## The question

A freshly made edge dislocation in ferrite lies in a uniform solution of carbon. Its stress field draws carbon in, and the line becomes pinned; this is static strain ageing. We want $N(t)$, the number of solute atoms that have reached unit length of line after a time $t$. Cottrell and Bilby (1949) found $N\propto t^{2/3}$. At each **Predict**, commit to an answer before reading on.

## Premises and conventions

1. The dislocation is straight, isolated and at rest along $z$, with Burgers vector $b$ along $+x$ and the extra half-plane at $y>0$. The angle $\theta$ is measured from $+x$.
2. The medium is linear, isotropic and continuous, with shear modulus $\mu$, bulk modulus $B$ and Poisson ratio $\nu$.
3. A solute atom is a centre of dilatation with relaxation volume $\Delta V>0$. Solute atoms do not interact.
4. The diffusivity $D$ is uniform and isotropic, and the concentration at $t=0$ is $n_0$ atoms per unit volume everywhere.
5. The core is a point in the $xy$ plane which keeps every atom that arrives and emits none.
6. Pure drift: the flux driven by concentration gradients is dropped.

## Step 1. The interaction energy

The edge-dislocation stresses of isotropic elasticity (tension positive) are taken as given. With $G=\mu b/[2\pi(1-\nu)]$,

$$\sigma_{xx}=-G\,\frac{y(3x^2+y^2)}{r^4},\qquad \sigma_{yy}=G\,\frac{y(x^2-y^2)}{r^4},\qquad \sigma_{zz}=\nu(\sigma_{xx}+\sigma_{yy}).$$

The first two add to $-2Gy/r^2=-2G\sin\theta/r$, so the pressure is $p=-\tfrac13\,\mathrm{tr}\,\sigma=\tfrac23(1+\nu)G\sin\theta/r$. Inserting a volume $\Delta V$ against a pressure $p$ costs $p\,\Delta V$:

$$U=\frac{A\sin\theta}{r},\qquad A=\frac{\mu b(1+\nu)\Delta V}{3\pi(1-\nu)}=\frac{3\mu B}{\pi(3B+4\mu)}\,b\,\Delta V .$$

The last form follows from $\nu=(3B-2\mu)/[2(3B+\mu)]$, which gives $(1+\nu)/(1-\nu)=9B/(3B+4\mu)$. Carbon is repelled above the glide plane and attracted below it.

## Step 2. The drift velocity

Write the flux as $\mathbf J=-D\nabla n-Mn\nabla U$ with a mobility $M$. It has to vanish for the Boltzmann distribution $n\propto e^{-U/kT}$, for which $\nabla n=-n\nabla U/kT$. Hence $M=D/kT$. Premise 6 keeps only the second term, so atoms move with $\mathbf v=-(D/kT)\nabla U$. Define

$$L=\frac{A}{kT},\qquad \kappa=\frac{AD}{kT}=LD ,$$

a length and a volume per time.

**Predict.** The energy vanishes on the glide plane. Does the speed vanish there too?

It does not. From $\partial_rU=-A\sin\theta/r^2$ and $r^{-1}\partial_\theta U=A\cos\theta/r^2$,

$$v_r=\frac{\kappa\sin\theta}{r^2},\qquad v_\theta=-\frac{\kappa\cos\theta}{r^2},\qquad |\mathbf v|=\frac{\kappa}{r^2}.$$

The speed depends on $r$ alone. On the glide plane the motion is straight down.

## Step 3. The flow lines

**Predict.** An atom starts just above the core, slightly to the right of the $y$ axis, where it is repelled. Is it lost for good?

Along a path $dr/(r\,d\theta)=v_r/v_\theta=-\tan\theta$. Integrating, $\ln r=\ln\cos\theta+\text{const}$, so for $x>0$

$$r=d\cos\theta,\qquad -\tfrac{\pi}{2}<\theta<\tfrac{\pi}{2}.$$

Multiplying by $r$ gives $x^2+y^2=xd$, a circle of diameter $d$ centred on the glide plane and tangent to the $y$ axis at the core. The half-plane $x<0$ holds the mirror images. Since $v_\theta<0$ for $x>0$, the atom leaves upwards, swings round, crosses the glide plane at $x=d$ and enters the core from below. Every atom off the positive $y$ axis is caught in the end.

## Step 4. The time to reach the core

On the circle of diameter $d$,

$$\frac{d\theta}{dt}=\frac{v_\theta}{r}=-\frac{\kappa\cos\theta}{r^3}=-\frac{\kappa}{d^3\cos^2\theta}.$$

An atom starting at angle $\theta$ has to run down to $-\pi/2$, which takes

$$\tau=\frac{d^3}{\kappa}\,g(\theta),\qquad g(\theta)=\int_{-\pi/2}^{\theta}\cos^2\theta'\,d\theta'=\frac{\theta+\pi/2}{2}+\frac{\sin2\theta}{4}.$$

A whole circuit has $g(\pi/2)=\pi/2$. The largest circle completely emptied at time $t$ therefore has the diameter

$$d^*(t)=\left(\frac{2\kappa t}{\pi}\right)^{1/3}.$$

**Predict.** Which straight path offers an independent test of $g$?

The negative $y$ axis. There $dr/dt=-\kappa/r^2$, so $\tau=r^3/3\kappa$. In the general formula put $\theta=-\pi/2+\phi$ with small $\phi$. Then $\cos\theta\simeq\phi$, $g\simeq\phi^3/3$ and $d=r/\phi$, which gives $\tau=r^3/3\kappa$ again.

## Step 5. Counting the captured atoms

The atoms in the core at time $t$ are those whose starting points had $\tau<t$. With $d=r/\cos\theta$, $\tau=r^3g/(\kappa\cos^3\theta)$ rises steadily with $r$ at fixed $\theta$, so these starting points fill the region

$$r<r_t(\theta)=\left(\frac{\kappa t}{g(\theta)}\right)^{1/3}\cos\theta .$$

The initial concentration is uniform, so $N$ is $n_0$ times the area. The area element $\tfrac12r_t^2\,d\theta$, doubled for the mirror half, gives

$$N=n_0(\kappa t)^{2/3}\int_{-\pi/2}^{\pi/2}\frac{\cos^2\theta}{g^{2/3}}\,d\theta .$$

**Predict.** The integral looks numerical. Look again at the definition of $g$.

Because $dg=\cos^2\theta\,d\theta$, the integral is $\int_0^{\pi/2}g^{-2/3}dg=3(\pi/2)^{1/3}$. Therefore

$$\boxed{N(t)=3\left(\frac{\pi}{2}\right)^{1/3}n_0\left(\frac{ADt}{kT}\right)^{2/3}}$$

with $3(\pi/2)^{1/3}=3.487$. In terms of the emptied circle, $N=\tfrac{3\pi}{2}n_0d^{*2}$.

## Step 6. A second count, by rates

**Predict.** The flow lines crowd together near the core. Does the concentration rise along them?

The divergence is

$$\nabla\cdot\mathbf v=\frac1r\partial_r(rv_r)+\frac1r\partial_\theta v_\theta=-\frac{\kappa\sin\theta}{r^3}+\frac{\kappa\sin\theta}{r^3}=0 ,$$

which states that $U$ is harmonic. Continuity, $\partial_tn+\nabla\cdot(n\mathbf v)=0$, becomes $\partial_tn+\mathbf v\cdot\nabla n=0$, so each moving element keeps its concentration. The narrowing of a flow tube is offset by the rise in speed. The core emits nothing, so an empty zone grows out of its top, and elsewhere $n=n_0$.

A tube between $d$ and $d+\delta d$ carries the same volume flow at every cross-section. At the glide plane this is $(\kappa/d^2)\,\delta d$. The tube delivers $n_0$ times this flow until its empty part arrives, after one circuit time. At time $t$ only tubes with $d>d^*$ deliver, on both sides:

$$\frac{dN}{dt}=2n_0\int_{d^*}^\infty\frac{\kappa}{x^2}\,dx=\frac{2n_0\kappa}{d^*}=2n_0\kappa\left(\frac{\pi}{2\kappa t}\right)^{1/3}.$$

Integration with $\int_0^t t'^{-1/3}dt'=\tfrac32t^{2/3}$ returns the boxed law. The two emptied discs have the area $\pi d^{*2}/2$, one third of the total. The partly drained larger circles supply two thirds.

## Step 7. Other power laws

Let $U=Af(\theta)/r^m$ with $m>0$ and $f$ attractive in some sector. Then $\mathbf v=\kappa\,r^{-m-1}\mathbf w(\theta)$, with $\kappa=AD/kT$ now of dimension length$^{m+2}$ per time.

**Predict.** Magnify a path by $\lambda$. By what factor does its duration change?

Lengths grow by $\lambda$ and speeds change by $\lambda^{-m-1}$ with unchanged directions, so the magnified curve is again a path and lasts $\lambda^{m+2}$ times longer. The captured region at time $\lambda^{m+2}t$ is that at time $t$ magnified by $\lambda$, with $\lambda^2$ times the area. Thus

$$N=C_f\,n_0(\kappa t)^{2/(m+2)},$$

and $f$ fixes only the number $C_f$. No harmonic property is needed. For purely radial attraction, $U=-A/r^m$, one has $dr/dt=-m\kappa/r^{m+1}$, so $\tau=r^{m+2}/[m(m+2)\kappa]$ and $N=\pi n_0[m(m+2)\kappa t]^{2/(m+2)}$. For $m=1$ this gives $C_f=3^{2/3}\pi=6.535$ in place of 3.487. An interaction quadratic in the strain has $m=2$ and gives $t^{1/2}$.

## Range of validity

**Diffusion.** At distance $r$ the drift flux $n\kappa/r^2$ competes with a diffusion flux of order $Dn/r$. Their ratio is $L/r$. The law therefore needs $d^*\ll L$, that is $t\ll t_L=\pi L^2/2D$. The condition is demanding, since the root-mean-square random displacement in the plane obeys $\sqrt{4Dt}/d^*=\sqrt{2\pi d^*/L}$, which falls only as the square root of $d^*/L$.

**Predict.** At long times, does diffusion raise or lower the arrival rate?

An exact steady solution of the full equation answers this. Put $u=U/kT$ and $n=e^{-u/2}\varphi$. Since $\nabla^2u=0$ and $|\nabla u|^2=L^2/r^4$, the condition $\nabla\cdot(\nabla n+n\nabla u)=0$ becomes $\nabla^2\varphi=(L^2/4r^4)\varphi$. For a $\varphi$ that depends only on $s=L/2r$ this is $\varphi''+\varphi'/s=\varphi$, the modified Bessel equation of order zero. The solution that makes $n$ vanish at the core is

$$n=C\,e^{-s\sin\theta}K_0(s).$$

The inward current through a circle is $D\oint r(\partial_rn+n\,\partial_ru)\,d\theta=2\pi DC\,s\,[I_0K_1+I_1K_0]=2\pi DC$. This uses $r\partial_r=-s\partial_s$, $K_0'=-K_1$, the angular averages $\langle e^{-s\sin\theta}\rangle=I_0(s)$ and $\langle\sin\theta\,e^{-s\sin\theta}\rangle=-I_1(s)$, and the Wronskian $I_0K_1+I_1K_0=1/s$. For $r\gg L$, $K_0(s)\simeq-\ln(s/2)-\gamma=\ln(r/r_e)$ with Euler's constant $\gamma$ and

$$r_e=\frac{e^{\gamma}}{4}L=0.445\,L ,$$

the effective capture radius of Ham's analysis (1959). If $n\simeq n_0$ at an outer radius $R\gg L$, the steady rate is $2\pi Dn_0/\ln(R/r_e)$. It sets in only when the depleted zone has spread to $R$, at $t\sim R^2/4D$. Before that, once $\sqrt{4Dt}$ exceeds $L$, the line acts roughly as an absorbing cylinder of radius $r_e$ in an unbounded medium. With $T=Dt/r_e^2$ the rate is $2\pi Dn_0F(T)$. The Laplace transform in $T$ of the concentration is $(n_0/q)[1-K_0(\sqrt q\,r/r_e)/K_0(\sqrt q)]$, so that of $F$ is $K_1(\sqrt q)/[\sqrt q\,K_0(\sqrt q)]$, with the standard inversion

$$F(T)=\frac{4}{\pi^2}\int_0^\infty\frac{e^{-Tk^2}\,dk}{k\,[J_0^2(k)+Y_0^2(k)]},\qquad N=2\pi r_e^2n_0\int_0^TF\,dT' .$$

The drift rate $2Dn_0L/d^*$ keeps falling as $t^{-1/3}$, while $F$ falls only logarithmically at large $T$ and the rate finally levels off near the steady value. Diffusion raises the late rate. The ratio

$$\eta=\frac{\text{cylinder rate}}{\text{drift rate}}=\frac{\pi F\,d^*}{L}$$

gauges the neglected term once $\sqrt{4Dt}>L$. At earlier times the cylinder picture does not hold, and $\eta$ fixes neither the size nor the sign of the correction.

**Core and lattice.** A core of radius $r_c$ changes the counted area by about $\pi r_c^2$, a fraction of order $\tfrac23(r_c/d^*)^2$. Carbon jumps a distance $a/2$ between octahedral sites. For a force $A/r^2$ along the jump, with the saddle midway, the forward and backward rates carry the factors $e^{\pm\xi}$ with $\xi=La/4r^2$, and linear drift is the limit $\sinh\xi\to\xi$. Both points require $d^*$ to be many $b$.

**Sink.** The law stops when the sites near the core fill, at roughly one atom per length $b$. Thermal emission is negligible before that if $L/b\gg1$.

**Neighbours and exhaustion.** For a dislocation density $\rho$ take $R=(\pi\rho)^{-1/2}$. One needs $d^*\ll R$ and $\rho N/n_0\ll1$. Harper (1951) wrote the fraction removed as $1-\exp(-\rho N/n_0)$ with the boxed $N$. That form is an interpolation which the premises above do not yield, because most of the solute starts beyond $L$ and comes in by diffusion.

**Shape of the defect.** Carbon distorts ferrite tetragonally. It therefore also couples to shear and to screw dislocations, and nearby atoms reorient among the three octahedral orientations within a few jumps (Snoek ordering). Premise 3 omits both. By Step 7, elastic anisotropy or tetragonality alters the prefactor and leaves the exponent $2/3$, provided the effective energy keeps the form $f(\theta)/r$.

## Illustration: carbon in $\alpha$-Fe at 320 K

The compiled 300 K constants (Sha 2006), used unchanged at 320 K, are $C_{11}=232.2$, $C_{12}=135.6$ and $C_{44}=117$ GPa. They give $B=(C_{11}+2C_{12})/3=167.8$ GPa. The Voigt average is $\mu_V=(C_{11}-C_{12}+3C_{44})/5=89.52$ GPa, and the Reuss average is $\mu_R=5C_{44}(C_{11}-C_{12})/[4C_{44}+3(C_{11}-C_{12})]=74.57$ GPa. Their mean is $\mu=82.0$ GPa, with $\nu=0.290$.

Typical inputs are $a\approx2.866$ Å, so $b=a\sqrt3/2=2.48$ Å, $\Delta V\approx8$ Å$^3$, and $D=D_0e^{-Q/kT}$ with $D_0\approx2\times10^{12}$ nm$^2$/s and $Q\approx0.87$ eV. Assumed inputs are $10^{-4}$ carbon atoms per iron atom (22 ppm by weight) and $\rho=10^{-4}$ nm$^{-2}$.

- $3\mu B/[\pi(3B+4\mu)]=15.80$ GPa, and 1 GPa Å$^3$ is $6.2415\times10^{-3}$ eV, so $A=1.96$ eV Å. The Reuss and Voigt moduli give 1.85 and 2.06 eV Å.
- $kT=0.027575$ eV, so $L=7.1$ nm and $L/b=29$.
- $Q/kT=31.55$, $D=0.040$ nm$^2$/s and $\kappa=0.284$ nm$^3$/s. The jump rate, from $D=\tfrac16\Gamma(a/2)^2$, is $\Gamma=24D/a^2=12$ s$^{-1}$.
- $2/a^3=85$ iron atoms per nm$^3$, so $n_0=0.0085$ nm$^{-3}$.
- $R=56.4$ nm, $r_e=3.16$ nm and $\ln(R/r_e)=2.88$. The angular factor at $R$ has $s=0.063$, small enough to ignore here.

**Predict.** With $L$ near thirty Burgers vectors, how wide is the window in time?

| $t$ (s) | $d^*$ (nm) | $N$ (nm$^{-1}$) | $L/d^*$ | $\sqrt{4Dt}$ (nm) |
|---|---|---|---|---|
| 10 | 1.2 | 0.059 | 5.8 | 1.3 |
| 60 | 2.2 | 0.20 | 3.2 | 3.1 |
| 600 | 4.8 | 0.91 | 1.5 | 9.8 |

At 1 s, $d^*=0.57$ nm is of core size and the continuum picture fails. At $r=1$ nm, $\xi=0.51$ and $\sinh\xi/\xi=1.04$. At 60 s a core of radius 0.5 nm shifts $N$ by a fraction of about 0.03. At the other end $t_L=2.0\times10^3$ s, and $\eta$ is about 1.6 at 600 s and 1.8 at $t_L$. The window runs from some ten seconds to a minute or so. Even there the random displacement is as large as $d^*$, so the model's value at one minute, about 0.2 carbon atoms per nm of edge dislocation, should be read as uncertain by tens of per cent. At $t_L$ the law gives $N=2.02$ nm$^{-1}$ and a removed fraction $\rho N/n_0$ of only 0.024. Draining the matrix into unsaturable sinks would take about $\ln(R/r_e)/(2\pi D\rho)=1.1\times10^5$ s.

One atom per length $b$ is $N=4.03$ nm$^{-1}$. The extrapolated law reaches it at $5.6\times10^3$ s, where $d^*=10$ nm exceeds $L$ and pure drift no longer holds. The steady rate, $7.4\times10^{-4}$ nm$^{-1}$s$^{-1}$, sets in only near $R^2/4D=2.0\times10^4$ s, so the transient cylinder rate is the one to use. It gives $N=3.3$ nm$^{-1}$ at $t_L$, where $T=7.9$, and reaches 4.03 nm$^{-1}$ at $2.6\times10^3$ s. There $F=0.53$, which is 1.5 times the steady value $1/2.88$. This estimate is rough, because it treats the early stage as a cylinder too and $\sqrt{4Dt}=20$ nm is less than three times $L$. It puts saturation at 0.7 h, less than half the 1.6 h of pure drift. The local exponent $d\ln N/d\ln t$ of the cylinder curve at $t_L$ is about 0.7, so a roughly $t^{2/3}$ ageing curve does not by itself establish pure drift. Locking in low-carbon ferrite slightly above room temperature typically develops over hours, so the model's 0.7 h is short of typical behaviour by a factor of up to a few. No closer statement is possible from these inputs, because the time scales as $n_0^{-3/2}$ in the drift law and a change of 0.02 eV in $Q$ moves $D$ by a factor of 2.1.